**Question: how does the avalanche excess noise factor scale, and what does $k\approx0.01$ buy?**

For AlInAsSb and AlAsSb avalanche photodiodes I keep seeing McIntyre's formula with $k\approx 0.01$ and the comment "$F\approx2$". Why does $F$ depend on only two numbers? Over what range of gain is it near 2, where does that end, and how far can such a small $k$ be trusted?

---

**Answer**

**Conventions.** The multiplication region is $0\le x\le w$. Electrons drift towards $w$ and ionise with probability $\alpha\,dx$, holes drift towards $0$ and ionise with probability $\beta\,dx$. "Local" means that these probabilities do not depend on a carrier's history. The ratio $k=\beta/\alpha$ is constant, although the field may vary. $G$ is the random number of pairs collected per primary carrier, $M=\langle G\rangle$ and $F=\langle G^2\rangle/M^2$. $I_0$ is the primary (unmultiplied) current, and spectral densities are one-sided.

### Dimensional analysis

Constant $k$ lets us measure position by $u=\int_0^x\alpha\,dx'$. The only dimensionless groups are then $U=u(w)$, which is $\alpha w$ in a uniform field, and $k$. Since $M(U,k)$ rises monotonically with $U$, we can trade $U$ for $M$, so $F=F(M,k)$. Primaries arrive as a Poisson stream of rate $I_0/e$, and each delivers a charge $eG$. At low frequency

$$S_I=2\,\frac{I_0}{e}\,e^2\langle G^2\rangle=2eI_0M^2F\qquad[\mathrm{A^2/Hz}].$$

A velocity enters only through the group $fw/v$. For an assumed $w=1\ \mu$m and a typical saturation velocity $v\approx10^5$ m/s, $w/v=10$ ps. The white-noise form needs at least $f\ll v/2\pi w\approx16$ GHz, and lower frequencies still once hole feedback lengthens the pulses.

### The formula

A pair created at $u$ has mean gain $M(u)=1+\int_u^U M\,du'+k\int_0^u M\,du'$. Hence $M(u)=M e^{-(1-k)u}$, and for electron injection at $u=0$

$$M=\frac{1-k}{e^{-(1-k)U}-k}.$$

Per primary, let $n$ electrons and $M-n$ holes cross the plane $u$ on average, with $n(0)=1$. Ionisations occur at the mean rate $g=dn/du=n+k(M-n)$, so $g=(1-k+kM)\,e^{(1-k)u}$. Each ionisation raises the expected final gain by $M(u)$. The fluctuations of these events about their conditional rates are uncorrelated, so $\mathrm{Var}\,G=\int_0^U g\,M(u)^2du$. Using $1-e^{-(1-k)U}=(1-k)(1-1/M)$,

$$F=1+\Big(1-\frac1M\Big)\big[1+k(M-1)\big]=kM+(1-k)\Big(2-\frac1M\Big),$$

which is McIntyre's result (1966). For holes injected at $w$ the roles swap: $k\to1/k$, and $M$ becomes the hole-initiated gain $M_h=M(U)=1+k(M-1)$. At one bias, therefore,

$$F_e=1+\Big(1-\frac1{M_e}\Big)M_h,\qquad F_h=1+\Big(1-\frac1{M_h}\Big)M_e .$$

### Limits in $k$

At fixed $M$ the result is exactly linear in $k$:

$$F=2-\frac1M+k\,\frac{(M-1)^2}{M}.$$

- $k=0$: $M=e^U$, $G$ is geometrically distributed, $F=2-1/M<2$, and there is no breakdown.
- Small $k$ at fixed $U$: $\ln M=U+k(e^U-1-U)+O(k^2)$. The expansion parameter is $ke^U\approx kM$, not $k$.
- $k=1$: $M=1/(1-U)$ and $F=M$.
- $k\gg1$ is the wrong-carrier case: $F\approx k(M-1)^2/M$, with the correction $2-1/M$.

### Limits in $M$

- **Low gain**, $m=M-1\ll1$: $F=1+m-(1-k)m^2+O(m^3)$. The first ionisation is always made by the injected carrier, so $k$ first appears at second order.
- **Plateau**, $1\ll M\ll1/k$: $F\approx2-1/M+kM$. The two corrections cancel, and $F=2$ exactly, at $M_1=1+1/\sqrt k$. There the local exponent $d\ln F/d\ln M=[kM+(1-k)/M]/F$ equals $\sqrt k$ exactly.
- **Feedback regime**: $F=kM+2(1-k)-(1-k)/M$. The linear term overtakes the constant at $M_2=2(1-k)/k$, where the exponent is close to $1/2$.
- **Breakdown** lies at $U_b=\ln(1/k)/(1-k)$. With $\delta U=U_b-U\to0$, $M\approx1/(k\,\delta U)-(1-k)/2k$ and $F\approx1/\delta U+\tfrac32(1-k)$. The leading term does not contain $k$: a small $k$ gives more gain at the same distance from breakdown and about the same $F$.

The gain sensitivity has the same crossover, because $d\ln M/dU=1+k(M-1)$, the bracket in $F$.

### Numbers

The inputs are typical effective ratios: $k=0.01$ (AlInAsSb, AlAsSb), $0.02$ (silicon reach-through diodes) and $0.2$ (InAlAs). Such values are usually obtained by fitting this same formula to noise data. The table therefore gives the model's values, with inputs chosen to reproduce typical noise, and it tests nothing about the materials.

| $M$ | $U$ ($k=0.01$) | $F$, $k=0$ | $0.01$ | $0.02$ | $0.2$ |
|---|---|---|---|---|---|
| 3 | 1.09 | 1.67 | 1.68 | 1.69 | 1.93 |
| 10 | 2.24 | 1.90 | 1.98 | 2.06 | 3.52 |
| 30 | 3.18 | 1.97 | 2.25 | 2.53 | 7.57 |
| 100 | 3.96 | 1.99 | 2.97 | 3.95 | 21.6 |
| 300 | 4.36 | 2.00 | 4.98 | 7.96 | 61.6 |

For $k=0.01$: $M_1=11$ with exponent $0.10$, $M_2=198$ with exponent $0.50$, and $U_b=4.65$. For $k=0.02$ the crossovers are $8.1$ and $98$. For $k=0.2$ they are $3.2$ and $8$, which leaves no plateau. With an assumed $I_0=10$ nA at $M=30$ and $k=0.01$, $S_I=6.5\times10^{-24}\ \mathrm{A^2/Hz}$, or $2.5\ \mathrm{pA}/\sqrt{\mathrm{Hz}}$.

**Wrong carrier.** For $k=0.01$, $F_h$ passes 2 at $M_h=1+\sqrt k=1.1$, the very bias at which $M_e=11$. At $M_e=100$, $M_h=1.99$ and $F_h=50.7$. Forcing $M_h=10$ costs $F_h=812$. If a fraction $\eta$ of the primaries are holes injected at $w$, the first and second moments of $G$ average linearly. For $\eta=0.1$ at $M_e=100$ the mean gain is $90.2$ and $F=3.29$. The holes are almost unmultiplied, so $F\approx F_e/(1-\eta)$.

### The third group: amplifier noise

A gain-independent amplifier noise $S_a$ adds the group $s=S_a/2eI_0$. The noise-to-signal power ratio is proportional to $F+s/M^2$, which is least where

$$kM^3+(1-k)M=2s .$$

For $M\ll1/\sqrt k$ this gives $M\approx2s/(1-k)$. For $M\gg1/\sqrt k$, with $\mu=(2s/k)^{1/3}$,

$$M\approx\mu-\frac{1-k}{3k\mu},\qquad \Big(F+\frac{s}{M^2}\Big)_{\min}\approx\tfrac32(2s)^{1/3}k^{2/3}+2(1-k).$$

Assume $\sqrt{S_a}=5\ \mathrm{pA}/\sqrt{\mathrm{Hz}}$, $I_0=10$ nA and no dark current, so $s=7.8\times10^3$. The model's optimum is $M=116$ with minimum $3.71$ for $k=0.01$, and $M=43$ with minimum $14.4$ for $k=0.2$. The improvement is a factor $3.9$, not the $20^{2/3}=7.4$ of the pure power law, because the constant $2(1-k)$ already makes up half of the smaller minimum. Lowering $k$ further cannot remove that constant. Multiplied dark current adds to $I_0$ in the noise, lowers $s$ and so lowers the optimum gain.

### What the local model drops, and its size

A carrier must travel a dead space $d\approx E_{\rm th}/e\mathcal E$ before it can ionise. This adds a group $\delta=\gamma d$, with $\gamma$ the spatial growth rate of the gain. Its effect on the plateau follows exactly for $k=0$, a uniform field and large gain. Let every electron, the injected one included, travel $T=d$ plus an exponentially distributed length of rate $a$, and then become two. With $L(p)=\langle e^{-pT}\rangle=ae^{-pd}/(a+p)$, growth of the mean as $e^{\gamma x}$ requires $2L(\gamma)=1$, so $a=\gamma/(2e^{-\delta}-1)$. The gain normalised to unit mean obeys $W=e^{-\gamma T}(W_1+W_2)$ with independent copies $W_1,W_2$. Squaring and averaging gives $\langle W^2\rangle=L(2\gamma)\,(2\langle W^2\rangle+2)$, so

$$F_\infty=\frac{2L(2\gamma)}{1-2L(2\gamma)}=\frac{2e^{-2\delta}}{4e^{-\delta}-1-2e^{-2\delta}}=2-4\delta+8\delta^2+\dots$$

Assume $E_{\rm th}=2.5$ eV, $\mathcal E=4.5\times10^7$ V/m and $w=1\ \mu$m. Then $d=56$ nm, and estimating $\gamma\approx U/w$ at $M=30$ gives $\delta\approx0.18$ and $F_\infty\approx1.5$. This hard-threshold estimate is rough, but the drop of about $0.5$ exceeds the whole feedback term $k(M-1)^2/M=0.28$ at that gain for $k=0.01$. A dead space of a few per cent of $w$ is negligible next to the $k=0.2$ column at $M\ge30$ and decisive for the $k=0.01$ column.

The same point limits any fit. A shift $\Delta F$, from dead space (downward) or mixed injection (upward), moves the fitted ratio by $\Delta k=\Delta F\,M/(M-1)^2$. At $M=10$ a shift of $0.1$ gives $\Delta k=0.012$, larger than $k$ itself. Noise below $M_1$ therefore cannot establish $\beta/\alpha\approx0.01$, and a ratio fitted there is an effective noise parameter. The feedback shows up in the slope $dF/dM=k+(1-k)/M^2$, which is dominated by $k$ only for $M\gg1/\sqrt k$ and is insensitive to a shift of the plateau as long as that shift varies slowly with gain.